# Solution key: penalty threshold of the symmetric interior-penalty discontinuous Galerkin Hamiltonian

## Conventions and premises

Hartree atomic units are used and all functions are real. The Hamiltonian is $H=-\tfrac12\nabla^2+V$ on a box $\Omega$ with $\psi=0$ on the walls, cut into elements $K$ with faces $F$. The space $V_h$ is a direct sum of finite-dimensional local spaces $V_K$ with no continuity imposed across faces. On an interior face the jump and mean are $[u]=u^-\mathbf n^-+u^+\mathbf n^+$ and $\{\nabla u\}=\tfrac12(\nabla u^-+\nabla u^+)$, with outward normals $\mathbf n^\pm$. On a wall face $[u]=u\,\mathbf n$ and $\{\nabla u\}=\nabla u$, so the wall condition is imposed weakly. The weight $w_F$ is $\tfrac12$ on interior faces and $1$ on wall faces; the weights of the elements sharing a face add up to one. With a face length $h_F$ and a dimensionless penalty $\alpha_F$,

$$a(u,v)=\tfrac12\sum_K\int_K\nabla u\cdot\nabla v+(Vu,v)-\tfrac12\sum_F\int_F\big(\{\nabla u\}\cdot[v]+\{\nabla v\}\cdot[u]\big)+\sum_F\frac{\alpha_F}{h_F}\int_F[u]\cdot[v].$$

The discrete problem is $a(u_j,v)=E_j^h(u_j,v)$ for all $v\in V_h$, with $(u_i,u_j)=\delta_{ij}$. Two norms are needed:

$$\|v\|_h^2=\sum_K\|\nabla v\|_K^2+\sum_F h_F^{-1}\|[v]\|_F^2,\qquad \|v\|_*^2=\|v\|_h^2+\sum_K\sum_{F\subset\partial K}w_Fh_F\|\partial_nv\|_F^2 .$$

Premises:

- P1. $V$ is bounded; a constant shift, which moves all eigenvalues alike, makes $V\ge0$.
- P2. The solution of $H\phi=f$ with $f\in L^2$ obeys $\|\phi\|_{H^2}\le C\|f\|$.
- P3. For polynomials of degree $p\ge1$ on shape-regular meshes, $\inf_{w\in V_h}\|\phi-w\|_*\le Ch^{s}\|\phi\|_{H^{s+1}}$ for $1\le s\le p$.
- P4. Broken Poincaré inequality $\|v\|\le C_P\|v\|_h$. In one dimension it follows from writing $v(x)$ as the integral of $v'$ from the wall plus the jumps crossed.

## (a) Consistency

Let $H\phi=f$ with $\phi\in H^2$ vanishing on the walls. Integration by parts on each element gives

$$(f,v)=\tfrac12\sum_K\int_K\nabla\phi\cdot\nabla v-\tfrac12\sum_K\int_{\partial K}v\,\nabla\phi\cdot\mathbf n+(V\phi,v).$$

The gradient of an $H^2$ function has one trace on each face, so the two boundary integrals on an interior face combine into $\int_F\{\nabla\phi\}\cdot[v]$; a wall face has this form by definition. The two remaining terms of $a(\phi,v)$ contain $[\phi]=0$. Hence $a(\phi,v)=(f,v)$ for every piecewise $H^2$ function $v$ and every $\alpha_F$. For an eigenpair, $a(\psi,v)=E(\psi,v)$.

## (b) Coercivity threshold

Define the face-to-volume constant of element $K$,

$$\lambda_K=\max_{v\in V_K,\ \nabla v\ne0}\frac{\sum_{F\subset\partial K}w_Fh_F\|\partial_nv\|_F^2}{\|\nabla v\|_K^2}.$$

The jump is normal to the face, so $\{\nabla u\}\cdot[u]$ is a sum over the adjacent elements of terms of magnitude $w_F|\partial_nu_K|\,|[u]|$. Because the weights add up to one, the penalty can be shared out in the same way. Put $x_K=\|\nabla u\|_K$, $y_K^2=\sum_{F\subset\partial K}w_Fh_F^{-1}\|[u]\|_F^2$ and $\alpha_K=\min_{F\subset\partial K}\alpha_F$; then $\sum_K(x_K^2+y_K^2)=\|u\|_h^2$. The Cauchy–Schwarz inequality, on each face and then over the faces of $K$, yields

$$\sum_{F\subset\partial K}w_F\int_F|\partial_nu_K|\,|[u]|\le\Big(\sum_{F\subset\partial K}w_Fh_F\|\partial_nu_K\|_F^2\Big)^{1/2}y_K\le\sqrt{\lambda_K}\,x_Ky_K .$$

In $a(u,u)$ the two face terms are equal and their factors $\tfrac12$ add to one. Dropping $(Vu,u)\ge0$,

$$a(u,u)\ge\sum_K\Big(\tfrac12x_K^2-\sqrt{\lambda_K}\,x_Ky_K+\alpha_Ky_K^2\Big).$$

The bracket has matrix $\begin{pmatrix}1/2&-\sqrt{\lambda_K}/2\\-\sqrt{\lambda_K}/2&\alpha_K\end{pmatrix}$, determinant $\alpha_K/2-\lambda_K/4$, and smaller eigenvalue

$$c_K=\tfrac12\Big[\alpha_K+\tfrac12-\sqrt{(\alpha_K-\tfrac12)^2+\lambda_K}\Big].$$

**Result.** If $\alpha_F>\tfrac12\lambda_K$ for every element $K$ adjacent to $F$, then $a(u,u)\ge c\|u\|_h^2$ on $V_h$ with $c=\min_Kc_K>0$. The condition is sufficient; part (c) shows how far it is necessary.

**Adaptive bases.** For local functions $\varphi_i$ of any kind, $\lambda_K$ is the largest eigenvalue of $B\mathbf c=\lambda S\mathbf c$ with $B_{ij}=\sum_Fw_Fh_F\int_F\partial_n\varphi_i\,\partial_n\varphi_j$ and $S_{ij}=\int_K\nabla\varphi_i\cdot\nabla\varphi_j$, since the quotient above is their Rayleigh quotient. A constant in $V_K$ is annihilated by both matrices and is projected out first. The threshold is half of this eigenvalue.

## (c) Polynomials of degree $p$

Take an interval of length $h=h_F$ with end weights $w_0,w_1$. The derivative $q=v'$ runs through all polynomials of degree $p-1$. Expand it in the orthonormal functions $\sqrt{(2k+1)/h}\,P_k(\xi)$, $k=0,\dots,p-1$, with Legendre polynomials of the local coordinate $\xi\in[-1,1]$. The denominator of $\lambda_K$ becomes $|\mathbf c|^2$ and the numerator $|D\mathbf c|^2$, where the $2\times p$ matrix $D$ has entries $\sqrt{w(2k+1)}\,P_k(\pm1)$, with $w$ the weight of that end. The nonzero eigenvalues of $D^TD$ are those of $DD^T$. With $P_k(\pm1)=(\pm1)^k$, $\sum_{k<p}(2k+1)=p^2$ and $\sum_{k<p}(-1)^k(2k+1)=(-1)^{p-1}p$,

$$DD^T=\begin{pmatrix}w_0p^2&(-1)^{p-1}\sqrt{w_0w_1}\,p\\(-1)^{p-1}\sqrt{w_0w_1}\,p&w_1p^2\end{pmatrix}.$$

The larger eigenvalue is $\lambda_{\rm int}=\tfrac12p(p+1)$ for weights $(\tfrac12,\tfrac12)$ and $\lambda_{\rm wall}=\tfrac14p\,(3p+\sqrt{p^2+8})$ for weights $(1,\tfrac12)$.

**Necessity of the $p^2$ growth.** Let $q=\sum_{k<p}(2k+1)P_k(\xi)$ with $\xi=1$ at a chosen face. Then $q=p^2$ at that face, $\int_Kq^2=p^2h$ and $\int_Kq=h$. Let $u'=q$ on $K$, $u=0$ at the far end of $K$ and outside, so that $u=h$ at the chosen face and no other face carries a jump. If the face is the right wall, the kinetic form is $\tfrac12p^2h-p^2h+\alpha h=(\alpha-\tfrac12p^2)h$. If it is interior, continue $u$ as an odd function into the neighbour: the jump is $2h$, the mean slope $p^2$, and the form is $p^2h-2p^2h+4\alpha h=(4\alpha-p^2)h$. For a uniform mesh and one value of $\alpha$ the true threshold $\alpha^*$ therefore obeys

$$\tfrac12p^2\le\alpha^*\le\tfrac18p\,(3p+\sqrt{p^2+8})\quad\text{(weak walls)},\qquad\tfrac14p^2\le\alpha^*\le\tfrac14p(p+1)\quad\text{(interior faces only)}.$$

The first upper limit uses $\lambda_{\rm wall}\ge p^2\ge\lambda_{\rm int}$. For $p=1,2,3$ the weak-wall brackets are $[0.5,\,0.75]$, $[2,\,2.366]$ and $[4.5,\,4.921]$. For $\alpha$ under the lower limit the test function has negative form of order $h$ and squared norm of order $h^3$, so a spurious eigenvalue falls as $-h^{-2}$, which no bounded $V$ can compensate on a fine mesh.

On bricks with tensor-product polynomials, $\partial_xv$ has degree $p-1$ in $x$. The one-dimensional bound applied along each line normal to a pair of faces, integrated over the face and summed over directions, gives the same $\lambda_K$ as an upper bound, provided $h_F$ does not exceed the edge of $K$ normal to $F$.

## (d) Convergence of eigenvalues

Let $\alpha$ be fixed above the threshold of (b), and $\lambda=\max_K\lambda_K$.

*Step 1, continuity.* Cauchy–Schwarz on each term, with P1 and P4 for the potential, gives $|a(u,v)|\le M\|u\|_*\|v\|_*$ for piecewise $H^2$ functions. On $V_h$ the definition of $\lambda_K$ gives $\|v\|_*\le\sqrt{1+\lambda}\,\|v\|_h$.

*Step 2, projection.* Define $P\phi\in V_h$ by $a(P\phi-\phi,v)=0$ for all $v\in V_h$; coercivity makes it unique. For $w\in V_h$ and $d=P\phi-w$, $c\|d\|_h^2\le a(d,d)=a(\phi-w,d)\le M\sqrt{1+\lambda}\,\|\phi-w\|_*\|d\|_h$. The triangle inequality then gives $\|\phi-P\phi\|_*\le[1+M(1+\lambda)/c]\inf_w\|\phi-w\|_*$.

*Step 3, no spurious levels.* Let $T=H^{-1}$ and define $T_hf\in V_h$ by $a(T_hf,v)=(f,v)$. By (a), $T_h=PT$. Both operators are compact, non-negative and self-adjoint on $L^2$, because $(f,T_hg)=a(T_hf,T_hg)$, and their nonzero eigenvalues are $1/E_j$ and $1/E_j^h$. Step 2 with P2, P3 ($s=1$) and P4 gives $\|T-T_h\|\le Ch$, and Weyl's inequality gives $|1/E_j^h-1/E_j|\le Ch$ level by level. For a simple level $E=E_k$ and small $h$ there is thus a gap $g>0$ with $|E_j^h-E|\ge g$ for all $j\ne k$.

*Step 4, eigenfunction.* Let $\|\psi\|=1$, $\psi\in H^{p+1}$. From $E_j^h(P\psi,u_j)=a(P\psi,u_j)=a(\psi,u_j)=E(\psi,u_j)$ follows $(E_j^h-E)(P\psi,u_j)=E(\psi-P\psi,u_j)$. With $\beta=(P\psi,u_k)$ and $r=P\psi-\beta u_k$,

$$a(r,r)=\sum_{j\ne k}\frac{E_j^hE^2}{(E_j^h-E)^2}(\psi-P\psi,u_j)^2\le\frac{E^2(E+g)}{g^2}\|\psi-P\psi\|^2 ,$$

since $t/(t-E)^2\le(E+g)/g^2$ for $t>0$, $|t-E|\ge g$. Coercivity, Step 1, Step 2, P3 ($s=p$) and P4 give $\|e\|_*\le Ch^p$ for $e=\beta u_k-\psi$, and $|\beta|\to1$.

*Step 5, eigenvalue.* For any $u\in V_h$ and any normalisation of $\psi$, expand $a(e,e)-E\|e\|^2$ with $e=u-\psi$. By symmetry of $a$ and by (a), the cross terms $-2a(\psi,u)+2E(\psi,u)$ and the terms $a(\psi,\psi)-E\|\psi\|^2$ vanish, leaving

$$a(u,u)-E\|u\|^2=a(e,e)-E\|e\|^2 .$$

For $u=\beta u_k$ the left side is $\beta^2(E_k^h-E)$, so $|E_k^h-E|\le Ch^{2p}$. The doubling of the order rests on the symmetry of the form.

## (e) Why the levels need not be upper bounds

The variational bound needs trial functions in the form domain $H^1_0$ of $H$, and $V_h\not\subset H_0^1$. On the conforming subspace $V_h^c=V_h\cap H^1_0$ all jumps vanish and $a$ is the exact energy form. The min–max principle gives $E_k\le E_k^c$ because $V_h^c\subset H_0^1$, and $E_k^h\le E_k^c$ because $V_h^c\subset V_h$. Both lie below the conforming value, and no order between $E_k^h$ and $E_k$ follows. In Step 5, $e\notin V_h$, so coercivity does not apply to $a(e,e)$.

The Hellmann–Feynman theorem gives $dE_k^h/d\alpha=\sum_Fh_F^{-1}\|[u_k]\|_F^2\ge0$ for a simple level and uniform $\alpha$. As $\alpha\to\infty$ a bounded level needs vanishing jumps, so $E_k^h$ rises to $E_k^c$ for $k\le\dim V_h^c$ and diverges otherwise. An adaptive basis may have $V_h^c=\{0\}$, and then all levels diverge with $\alpha$.

## (f) Range of validity

The threshold $\alpha_F>\lambda_K/2$ holds for any finite local basis with square-integrable normal derivatives on the faces, exact integration and $V$ bounded below. In a periodic cell $\|\cdot\|_h$ vanishes on constants, and coercivity holds after a positive shift of $V$. The numerical factors belong to the prefactor $\tfrac12$ of the kinetic energy, the equal-weight mean and the stated $h_F$. The order $h^{2p}$ is asymptotic, holds at fixed $p$, $k$ and $\alpha$, was shown for a simple level, and requires $\psi\in H^{p+1}$, as with smooth pseudopotentials; the nuclear cusp of a bare Coulomb potential violates P1 and limits the order on uniform meshes. For adaptive bases Steps 1 to 5 bound the eigenvalue error by the squared best-approximation error in $\|\cdot\|_*$, with no power of $h$ implied, provided the gap $g$ exists. The largest discrete eigenvalue grows in proportion to $\alpha/h^2$, so an excessive penalty widens the spectrum that an iterative eigensolver must handle.

## (g) Illustration: box with two linear elements

Take $V=0$, $L=2$ bohr, $h=1$ bohr, uniform $\alpha$. The exact levels are $E_1=\pi^2/8=1.2337$ and $E_2=\pi^2/2=4.9348$ hartree; all energies scale as $h^{-2}$. Each element has one wall face and one interior face, so $\lambda_K=\tfrac32$ and (b) guarantees coercivity for $\alpha>\tfrac34$.

On the left element $u=a(1-x)+bx$, slope $b-a$, squared norm $\tfrac13(a^2+ab+b^2)$. Reflection symmetry splits the $4\times4$ problem, and half of each form is assigned to the left element. At $x=0$, $[u]=-a$, which contributes $(b-a)a+\alpha a^2$.

*Even sector.* There is no jump at the centre: $\tfrac12(b-a)^2+(b-a)a+\alpha a^2=(\alpha-\tfrac12)a^2+\tfrac12b^2$.

*Odd sector.* The central jump is $2b$ and the mean slope $b-a$; half of $-2b(b-a)+4\alpha b^2$ is added, giving $(\alpha-\tfrac12)a^2+ab+(2\alpha-\tfrac12)b^2$.

The even form is positive for $\alpha>\tfrac12$. The odd form has determinant $(\alpha-\tfrac12)(2\alpha-\tfrac12)-\tfrac14=2\alpha(\alpha-\tfrac34)$. Hence $\alpha^*=\tfrac34$ exactly, and the bound of (b) is attained here. With the mass matrix $\tfrac16\begin{pmatrix}2&1\\1&2\end{pmatrix}$ the secular equations are

$$E^2-4\alpha E+6\alpha-3=0,\qquad E^2-(12\alpha-6)E+24\alpha^2-18\alpha=0,$$

with lower roots $E_{\rm even}=2\alpha-\Delta$ and $E_{\rm odd}=6\alpha-3-\sqrt3\,\Delta$, $\Delta=\sqrt{4\alpha^2-6\alpha+3}$.

| $\alpha$ | $E_{\rm even}$ (hartree) | error against $E_1$ (%) | $E_{\rm odd}$ (hartree) |
|---|---|---|---|
| 0.6 | 0.2835 | −77.0 | −0.9875 |
| 0.75 | 0.6340 | −48.6 | 0 |
| 1 | 1.0000 | −18.9 | 1.2679 |
| 2 | 1.3542 | +9.8 | 4.4174 |
| 5 | 1.4560 | +18.0 | 12.2014 |
| $\infty$ | 1.5000 | +21.6 | $\infty$ |

Below $\alpha=\tfrac34$ a free electron acquires a negative level. Up to $\alpha=0.920$ the odd state stays the lowest, so coercivity alone does not secure the right order of levels on a coarse mesh. $E_{\rm even}$ stays below $E_1$ up to $\alpha=1.388$, and $E_{\rm odd}$ below $E_2$ up to $\alpha=2.191$, although the form is coercive. The space $V_h^c$ contains only the hat function, of energy $\tfrac32$ hartree, which is why the odd level diverges.

At $\alpha=1$ the discrete ground state is the constant $u=1$. With $\psi=(4/\pi)\sin(\pi x/2)$ and $e=u-\psi$, the volume, face and penalty parts of $a(e,e)$ are $2$, $-4$ and $2$, so $a(e,e)=0$, while $\|e\|^2=2-16/\pi^2=0.3789$. The identity of Step 5 reads $2(1-E_1)=-E_1\|e\|^2=-0.4674$ hartree: in this model the face term cancels the positive parts completely and places the discrete ground level $18.9$ per cent below the exact one.